Margin comments on outlying charge in apparent-surface-charge models

Margin 1. Premises and conventions.
Gaussian (atomic) units, 4πε₀ = 1, until the numbers. A bounded cavity C has a smooth closed boundary Γ with unit normal n pointing into the dielectric, and ∂ means n·∇. The permittivity is 1 in C and a constant ε > 1 outside: linear, local, isotropic, no mobile ions. The source ρ = ρ_in + ρ_out is fixed and localised, and part of it, the outlying charge ρ_out, lies in the dielectric. No point charge or charge sheet of ρ lies on Γ, so its vacuum potential φ_ρ(r) = ∫ ρ(r′)/|r − r′| d³r′ and ∂φ_ρ are continuous across Γ. "Exact" below means the solution of this continuum problem:

(1) ∇²φ = −4πρ in C, ε∇²φ = −4πρ outside, φ_i = φ_e and ∂φ_i = ε ∂φ_e on Γ, φ → 0 at infinity.

Subscripts i and e mark limits from inside and outside. The reaction potential is φ_rxn = φ − φ_ρ. The surface operators are
(Sσ)(s) = ∮ σ(s′)/|s − s′| ds′,
(Df)(s) = ∮ f(s′) ∂_{s′}(1/|s − s′|) ds′,
and D*, the adjoint of D under ⟨f, g⟩ = ∮ f g ds, whose kernel is differentiated at s. Sσ also denotes the potential of σ off the surface. Abbreviate f_ε = (ε + 1)/(ε − 1) > 1.

Margin 2. The operator facts that get used.
Jumps. Sσ is continuous, and its normal derivative jumps by 4πσ, symmetrically about the on-surface value:
(2) ∂(Sσ)_i = D*σ + 2πσ, ∂(Sσ)_e = D*σ − 2πσ.
The double layer of density f tends to Df − 2πf from inside and Df + 2πf from outside. The solid-angle test fixes the signs: density 1 gives −4π inside, 0 outside, and D1 = −2π on Γ.
Green's representation of w harmonic in C is 4πw = S∂w − (double layer of w). For v harmonic outside and decaying, both signs on the right reverse. Taking the limits to Γ:
(3) 2πw = S∂w − Dw,
(4) 2πv = −S∂v + Dv.
Commutation. Put w = Sσ in (3) and use (2): 2πSσ = SD*σ + 2πSσ − DSσ, so
(5) DS = SD*.
S is invertible. If Sσ = 0 on Γ, Dirichlet uniqueness makes it zero on both sides and the jump 4πσ vanishes. Any boundary value is reached: solve both Dirichlet problems and take the derivative jump over 4π.
2πf_ε − D is invertible. Let D*σ = λσ with λ real, U = Sσ. By (2), E_i = ∫_C |∇U|² = (2π + λ)⟨U, σ⟩ and E_e = ∫_ext |∇U|² = (2π − λ)⟨U, σ⟩. Hence λ = 2π(E_i − E_e)/(E_i + E_e) lies in [−2π, 2π], and 2πf_ε does not. D* is compact on a smooth surface, so the Fredholm alternative gives invertibility for D* and D alike.

Margin 3. Where the polarisation charge really sits.
Since −∇²φ/4π is the total charge, (1) puts ρ_out/ε outside, that is ρ_out plus the volume polarisation
(6) β = −(1 − 1/ε) ρ_out,
and on Γ the sheet σ_true = (∂φ_i − ∂φ_e)/4π = (1 − 1/ε) ∂φ_i/4π. Gauss's theorem in C gives ∮∂φ_i = −4πQ_in. So σ_true totals −(1 − 1/ε)Q_in, β totals −(1 − 1/ε)Q_out, and φ_rxn = Sσ_true + φ_β everywhere. No surface charge can equal this outside, because φ_β is not harmonic there. Inside, φ_β is harmonic, and that is the opening.

Margin 4. The exact boundary equation.
The usual derivation assumes φ harmonic outside, which is false when ρ_out ≠ 0. Choose instead two functions that are harmonic wherever ρ sits.
Inside: w = φ − φ_ρ, with ∇²w = −4πρ + 4πρ = 0.
Outside: v = εφ − φ_ρ, with ∇²v = −4πρ + 4πρ = 0 by (1), and v decays.
Their traces follow from the matching conditions. With φ = w + φ_ρ on Γ,
v = εw + (ε − 1)φ_ρ,
∂v = ε∂φ_e − ∂φ_ρ = ∂φ_i − ∂φ_ρ = ∂w.
The normal derivatives coincide, so adding (3) and (4) removes them: 2π(w + v) = D(v − w). Here w + v = (ε + 1)w + (ε − 1)φ_ρ and v − w = (ε − 1)(w + φ_ρ). Dividing by ε − 1,
(7) (2πf_ε − D) w = −(2π − D) φ_ρ on Γ.
Nothing was assumed about the location of ρ. By Margin 2, (7) has one solution, the exact φ_rxn on Γ. Define the apparent charge by Sσ = w on Γ:
(8) (2πf_ε − D) S σ = −(2π − D) φ_ρ,
(9) S (2πf_ε − D*) σ = −(2π − D) φ_ρ.
Equation (8) is the potential-only form of IEF-PCM (the formalism of Cancès, Mennucci and Tomasi, 1997). Equation (9), identical by (5), is Chipman's SS(V)PE (2000). Sσ and φ_rxn are both harmonic in C and agree on Γ, so

(10) Sσ(r) = φ_rxn(r) for every r in C and on Γ, volume polarisation included.

The apparent σ is therefore not σ_true. Let β̂ be the surface density with Sβ̂ = φ_β on Γ, the volume polarisation swept onto the surface. Margin 3 and the invertibility of S give σ = σ_true + β̂.

Margin 5. The generalised Gauss law.
Let σ₀ be the charge that holds Γ at unit potential, Sσ₀ = 1 on Γ, and u(r) = Sσ₀(r). Then u = 1 throughout C. Outside, u is the potential of the cavity treated as a conductor at unit potential, and the maximum principle gives 0 < u ≤ 1. Since ∂u_i = 0, (2) gives D*σ₀ = −2πσ₀. Three steps follow.
(a) S is symmetric: ∮σ = ⟨σ, Sσ₀⟩ = ⟨w, σ₀⟩.
(b) Pair (7) with σ₀ and move D across as D*: (2πf_ε + 2π)⟨w, σ₀⟩ = −4π⟨φ_ρ, σ₀⟩, with f_ε + 1 = 2ε/(ε − 1).
(c) Exchange the integrals: ⟨φ_ρ, σ₀⟩ = ∫ρ u d³r.
Together,

(11) ∮σ ds = −(1 − 1/ε) ∫ρ u d³r = −(1 − 1/ε) [ Q − ∫ρ_out (1 − u) d³r ],

with Q = Q_in + Q_out. For a sphere of radius R, σ₀ = 1/(4πR) and u = R/r outside. The split of Margin 4 gives the same total: σ_true contributes −(1 − 1/ε)Q_in, and ∮β̂ = ⟨φ_β, σ₀⟩ = ∫βu.
The departure of ∮σ from −(1 − 1/ε)Q is thus no defect of (8). A shell at R must carry the fraction R/r of a charge at r to give the same potential at the centre. Rescaling σ to either −(1 − 1/ε)Q or −(1 − 1/ε)Q_in destroys (10). The discretisation error of a code should be judged against (11). For an electron tail that hugs the surface, 1 − u is small where ρ_out is largest, which is why ∮σ lies much nearer −(1 − 1/ε)Q than −(1 − 1/ε)Q_in does.

Margin 6. What D-PCM solves.
D-PCM (Miertuš, Scrocco and Tomasi, 1981) takes σ_D = (1 − 1/ε)∂φ_i/4π but builds φ as φ_ρ + Sσ_D, without β. With (2), and 4πε/(ε − 1) − 2π = 2πf_ε,
(12) (2πf_ε − D*) σ_D = ∂φ_ρ.
The potential φ_ρ + Sσ_D obeys the matching conditions and has ∇²φ = −4πρ outside. Comparison with (1) shows that it is the exact potential of the source ρ_in + ερ_out: the outlying charge is left unscreened. For a purely external source, linearity gives
(13) φ_ρ + Sσ_D = εφ.
Pairing (12) with 1 and using D1 = −2π gives (2πf_ε + 2π)∮σ_D = −4πQ_in, so ∮σ_D = −(1 − 1/ε)Q_in.
For ρ_out = 0, φ_ρ is harmonic outside, (4) gives S∂φ_ρ = −(2π − D)φ_ρ, and S applied to (12) is (9). The models differ only through this identity, which outlying charge breaks.

Margin 7. A warning on the label IEF.
The IEF equation is also written with the normal field kept. Apply (4) to φ itself, with ∂φ_e = ∂φ_i/ε:
(14) [ (2π − D)S + S(2π + D*)/ε ] σ′ = −(2π − D)φ_ρ − S∂φ_ρ/ε.
By (5) the left operator is (1 − 1/ε) times that of (8), so the solution is unique. The total potential of ρ_in alone is harmonic outside and satisfies (14) when Sσ′ is set to that potential minus φ_ρ in C. Hence (14) removes ρ_out from the interior potential altogether: for an external source Sσ′ = −φ_ρ in C and ∮σ′ = −∫ρu. Inside the cavity the three equations give the exact total potential of ρ_in + λρ_out with λ = ε for (12), λ = 1 for (8) and (9), λ = 0 for (14). Result (10) belongs to the potential-only form.

Margin 8. The sphere, component by component.
On a sphere n′·(s′ − s) = |s − s′|²/2R, so the kernel of D is −1/(2R|s − s′|) and D = D* = −S/2R. The expansion of 1/|s − s′| gives, on harmonics of order l,
S → 4πR/(2l + 1), D → −2π/(2l + 1).
Then 2π − D → 4π(l + 1)/(2l + 1) and 2πf_ε − D → 4π[l + ε(l + 1)]/[(ε − 1)(2l + 1)]. If v_l is the order-l part of φ_ρ on Γ, (7) gives
(15) w_l = −g_l v_l, g_l = (ε − 1)(l + 1)/[l + ε(l + 1)].
Direct check. For a charge q at distance d > R on the z axis, v_l = q R^l/d^(l+1) times P_l(cos θ). Write the interior surface amplitude as a_l and the exterior one as v_l/ε + b_l, where b_l decays as r^(−l−1). Matching gives a_l = v_l/ε + b_l and l a_l = l v_l − ε(l + 1)b_l. Eliminating b_l, a_l = (2l + 1)v_l/[l + ε(l + 1)], and a_l − v_l = −g_l v_l, as in (15). Also b_l = h_l v_l/ε, with h_l defined next.
D-PCM. An external source has φ_ρ ∝ r^l near Γ, so ∂φ_ρ → l v_l/R. Solving (12) and applying S,
(16) (Sσ_D)_l = +h_l v_l, h_l = (ε − 1) l/[l + ε(l + 1)],
(17) (Sσ_D)_l / w_l = −l/(l + 1).
An internal source has φ_ρ ∝ r^(−l−1) and ∂φ_ρ → −(l + 1)v_l/R, which restores (15). The factor (17) is the ratio of these two logarithmic derivatives and does not depend on ε. D-PCM misses the monopole, returns half the dipole component with reversed sign, and tends to full size with reversed sign at high l. Physically, it keeps the repulsive image response of the void to an unscreened charge and omits the larger screening cloud β. The same ratio holds for the components of σ, since S is diagonal.
The conductor-like model Sσ = −(1 − 1/ε)φ_ρ obeys (11) exactly (pair with σ₀), but on the sphere it replaces every g_l by g_0.
Summed form. With κ = (ε − 1)/(ε + 1) and γ = ε/(ε + 1), g_l = κ[1 + (1 − γ)/(l + γ)] and h_l = κ[1 − γ/(l + γ)]. Using 1/(l + γ) = ∫₀¹ t^(l+γ−1) dt, x = r/d and μ = cos θ,
(18) w = −(κq/d) [ (1 − 2xμ + x²)^(−1/2) + (1 − γ) ∫₀¹ t^(γ−1) (1 − 2xtμ + x²t²)^(−1/2) dt ].

Margin 9. What is not reproduced: the outside and the energy.
Outside, φ_rxn − Sσ = φ_β − Sβ̂. This function vanishes on Γ and at infinity and has source β, so it equals ∫G_D β, where G_D ≥ 0 is the vacuum Dirichlet Green function of the exterior region:
(19) φ_rxn − Sσ = −(1 − 1/ε) ∫ G_D(r, r′) ρ_out(r′) d³r′ outside.
For the sphere G_D = 1/|r − r′| − (R/r′)/|r − R²r′/r′²|, with r′ a vector in the image position. The polarisation free energies are G_exact = ½∫ρ φ_rxn and G_IEF = ½∫ρ Sσ. By (10) only ρ_out sees the difference:
(20) G_exact − G_IEF = −½(1 − 1/ε) ∬ρ_out G_D ρ_out ≤ 0.
The sign holds because the double integral equals ∫|∇ψ|²/4π, with ψ = ∫G_D ρ_out zero on Γ. The in–in and in–out terms are exact, and the error is of second order in the outlying charge. It is further reduced for a tail close to Γ, where G_D goes to zero. The map from φ_ρ to σ is −S⁻¹F(D) with F(D) = (2πf_ε − D)⁻¹(2π − D). Its adjoint is −F(D*)S⁻¹, equal to it by (5), so δG_IEF/δρ = Sσ. In a self-consistent calculation electrons outside C feel Sσ, which is off by (19) at first order in ρ_out.

Margin 10. Range of validity.
(i) Results (10) and (11) hold for any smooth cavity, any ε > 1 and any amount of outlying charge. The uniqueness proof used compactness of D, which a surface with sharp seams lacks. The ratio (17) holds for a sphere only, whereas (13) is general.
(ii) They are exact within model (1), at fixed ρ. That model screens the electron tail of a solute with bulk permittivity from Γ outwards, which is a premise and not a result.
(iii) The dielectric is uniform, isotropic, local and salt-free. Otherwise εφ − φ_ρ is not harmonic outside and Margin 4 fails.
(iv) Matrix versions break (5), so (8), (9) and their symmetrised average differ by discretisation error. Surface elements must be small against the gap between Γ and any compact charge.
(v) Exterior potentials and the self-energy of ρ_out are approximate by (19) and (20). For a true point charge outside, (20) diverges.

Margin 11. Numbers: a charge at 1.2 R outside a void in SiO₂.
Inputs: ε = 3.9, a typical static value for amorphous SiO₂; an illustrative void radius R = 10 Å; q = +e at d = 12 Å, which is 2 Å from the wall; e²/4πε₀ = 14.40 eV Å, so q/d = 1.200 V. Then 1 − 1/ε = 0.744, u = R/d = 0.833, κ = 0.592, γ = 0.796.
Total charges in e: real volume polarisation −0.744, real surface charge 0, D-PCM 0, equation (14) −0.833, and IEF-PCM or SS(V)PE −0.744 × 0.833 = −0.620, which is 0.124 short of the full polarisation charge.
Response coefficients, reaction component over v_l:

l | exact = IEF (−g_l) | D-PCM (+h_l)
0 | −0.744 | 0
1 | −0.659 | 0.330
2 | −0.635 | 0.423
3 | −0.624 | 0.468
∞ | −0.592 | 0.592

The conductor-like value −0.744 is too large by a factor 1.13 at l = 1 and 1.26 at high l.
Potentials on the axis in V, from Σ g_l x^l and Σ h_l x^l times q/d, with x = 5/6, 0, −5/6:

point | φ_ρ | φ_rxn = Sσ | φ | Sσ_D
near wall | 7.20 | −4.62 | 2.58 | 2.85
centre | 1.20 | −0.892 | 0.308 | 0
far wall | 0.655 | −0.525 | 0.130 | −0.149

Each row obeys (13) within rounding. The field at the centre points away from the charge. It is q/d² = 1.00 V/nm in vacuum, (1 − g_1)q/d² = 3q/[(2ε + 1)d²] = 0.341 V/nm in the exact solution and in IEF-PCM, and 1.33 V/nm in D-PCM, too large by ε.
Outside, on the axis at r = 2R on the side of the charge, put y = R²/(rd) = 5/12. The apparent charge gives Sσ = −(q/R) y Σ g_l y^l = −0.723 V. The exact value is −(1 − 1/ε)q/(r − d) + (q/εR) y Σ h_l y^l = −1.338 + 0.042 V, or −1.297 V before rounding of the terms. The difference, −0.574 V, is what (19) gives.
For the energy, spread q over a shell of illustrative radius a = 1.5 Å centred at d. The shell stays clear of Γ, and all entries above are unchanged. The image part of G_D and Sσ are harmonic over the shell, so their averages are centre values. With y = R²/d² = 25/36, G_IEF = −(q²/2R) y Σ g_l y^l = −1.09 eV. Equation (20) gives −(1 − 1/ε)[q²/2a − q²R/(2(d² − R²))] = −0.744 × (4.80 − 1.64) eV = −2.35 eV. The sum, −3.44 eV, equals the Born term −3.57 eV plus the repulsion from the void, (q²/2εR) y Σ h_l y^l = 0.126 eV. For a wholly outlying charge the omitted term is more than twice the term kept. The surface model is exact for a molecule or defect probing the inside of the void, and unsuited to the energy of the external charge itself.
These figures are the model's, not the oxide's. The Born term scales as 1/a with an assumed a. A gap of 2 Å is comparable to a Si–O bond, typically about 1.6 Å, so the near-wall row lies where a sharp continuum boundary has little physical standing. Moving the boundary by ∓1 Å at fixed d changes u to 0.750 or 0.917, and ∮σ by 10 per cent, while the centre values do not depend on R. For processes too fast for the lattice, the typical optical value ε ≈ 2.1 applies. Then 1 − 1/ε = 0.524 and the model's total apparent charge is −0.437 e, 30 per cent smaller in magnitude.